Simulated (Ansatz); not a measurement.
## Cu: energy above lowest point and pressure against volume per atom

Results calculated with Ansatz 0.2.0 development build, not measured. Equation of state of a cubic crystal from periodic Kohn-Sham density functional theory without spin; pressure corrected for the finite basis.

Cell of the first row (space group Fm-3m, No. 225):
```
Cu
1.0
      0.0000     1.7781     1.7781
      1.7781     0.0000     1.7781
      1.7781     1.7781     0.0000
Cu
1
Direct
  0.00000 0.00000 0.00000
```

Settings of every row: formula Cu; structure type fcc; functional PBE; spin treatment none; k mesh 18x18x18; occupation method fermi-dirac; occupation width 0.061225619 eV; wave cutoff 420 eV; datasets soft-1 PAW; density cutoff ratio 4.

Limits: modest k-mesh, values are not fully converged in k.

| row | volume per atom (Å³) | energy above lowest point (meV/atom) | pressure (GPa) |
| --- | --- | --- | --- |
| 1 | 11.243 | 21.01 | 10.058 |
| 2 | 11.482 | 8.87 | 6.268 |
| 3 | 11.722 | 2.07 | 2.907 |
| 4 | 11.961 | 0 | -0.074 |
| 5 | 12.2 | 2.12 | -2.716 |
| 6 | 12.439 | 7.96 | -5.06 |
| 7 | 12.678 | ? | ? |

Question: what energy above lowest point and pressure should row 7 give?

Worked fit of energy above lowest point. Take u = (V_r/V)^(2/3) − 1 with V_r = 11.841 Å³ an atom, which is twice the finite (Eulerian) strain; such expansions in the strain, on which the Birch-Murnaghan equation of state is built, carry the rest volume and the bulk modulus. The shown rows have u = 0.03515, 0.02074, 0.00676, -0.0067, -0.01971, -0.03231. Least squares give energy above lowest point = 0.479 + 151.98 × u + 12070.7 × u² + 6282 × u³ meV/atom; a parabola predicts inner rows, each left out in turn, worse (root mean square 0.078 against 0.016 meV/atom). The rows lie off it by 0.00, -0.01, 0.01, 0.00, 0.00, 0.00. Its lowest point lies at u = -0.0063, or V = 11.95 Å³ an atom, and the curvature there gives the bulk modulus at fixed shape and fractions, B = (4/9)(1 + u)² E″(u)/V = 141 GPa. The withheld row has u = -0.04451, so the fit gives 0.479 + 151.98 × (-0.04451) + 12070.7 × (-0.04451)² + 6282 × (-0.04451)³ = 17.07 meV/atom.

The calculation gave 17.1 meV/atom. The fit lies 0.03 meV/atom (0.14 % of the column's range) below it; its largest miss of a shown row is 0.01 meV/atom. This row lies beyond the range of the fit.

Worked fit of pressure. Take u = (V_r/V)^(2/3) − 1 with V_r = 11.841 Å³ an atom, which is twice the finite (Eulerian) strain; such expansions in the strain, on which the Birch-Murnaghan equation of state is built, carry the rest volume and the bulk modulus. The shown rows have u = 0.03515, 0.02074, 0.00676, -0.0067, -0.01971, -0.03231. Least squares give pressure = 1.3759 + 221.044 × u + 705.18 × u² + 921 × u³ GPa; a parabola predicts inner rows, each left out in turn, worse (root mean square 0.012 against 0.0068 GPa). The rows lie off it by 0.001, -0.004, 0.004, 0.000, -0.002, 0.001. The pressure vanishes at u = -0.0064, or V = 11.95 Å³ an atom, and there the bulk modulus at fixed shape and fractions is B = −V dP/dV = (2/3)(1 + u) dP/du = 141 GPa. The withheld row has u = -0.04451, so the fit gives 1.3759 + 221.044 × (-0.04451) + 705.18 × (-0.04451)² + 921 × (-0.04451)³ = -7.147 GPa.

The calculation gave -7.137 GPa. The fit lies 0.010 GPa (0.058 % of the column's range) below it; its largest miss of a shown row is 0.004 GPa. This row lies beyond the range of the fit.
